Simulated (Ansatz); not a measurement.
## C: the change of energy above lowest point with volume scale

All results are calculated (Ansatz 0.2.0). Free energy against uniform scaling of the volume at fixed shape and fractions; periodic cell, basis, potentials, k mesh and filling as listed.

The cell before it is scaled or strained (space group P6_3/mmc, No. 194):
```
CELL_PARAMETERS angstrom
2.52210 0.00000 0.00000
-1.26110 2.18420 0.00000
0.00000 0.00000 4.11860
ATOMIC_POSITIONS crystal
C 0.33333 0.66667 0.06250
C 0.66667 0.33333 0.56250
C 0.33333 0.66667 0.43750
C 0.66667 0.33333 0.93750
```

Settings of every row: functional PBE; dispersion none; potentials PAW; wave cutoff 510 eV; density cutoff 2040 eV; k mesh 12x12x7; k shift 0x0x0; occupations cold; smearing width 0.1 eV; spin none.

```csv
row,volume scale,V (Å³/atom),energy above lowest point (meV/atom)
1,0.88,4.991,151.9
2,0.92,5.218,66.5
3,0.96,5.445,18
4,1,5.672,0
5,1.04,5.899,7.3
6,1.08,6.126,?
7,1.12,6.353,81.5
```

Question: what energy above lowest point should row 6 give?

Worked fit of energy above lowest point. Take u = (V_r/V)^(2/3) − 1 with V_r = 5.5585 Å³ an atom, which is twice the finite (Eulerian) strain; such expansions in the strain, on which the Birch-Murnaghan equation of state is built, carry the rest volume and the bulk modulus. The shown rows have u = 0.07443, 0.04304, 0.01385, -0.01339, -0.03886, -0.08521. Least squares give energy above lowest point = 5.53 + 653.3 × u + 17871 × u² − 3040 × u³ meV/atom; a parabola predicts inner rows, each left out in turn, worse (root mean square 0.49 against 0.015 meV/atom). All shown rows lie on it to the printed digit. Its lowest point lies at u = -0.0182, or V = 5.714 Å³ an atom, and the curvature there gives the bulk modulus at fixed shape and fractions, B = (4/9)(1 + u)² E″(u)/V = 433 GPa. Letting shape and atoms relax would as a rule lower it, by much in layered, chain or molecular crystals. The withheld row has u = -0.06275, so the fit gives 5.53 + 653.3 × (-0.06275) + 17871 × (-0.06275)² − 3040 × (-0.06275)³ = 35.7 meV/atom.

The calculation gave 35.7 meV/atom. The fit meets it to the printed digit.
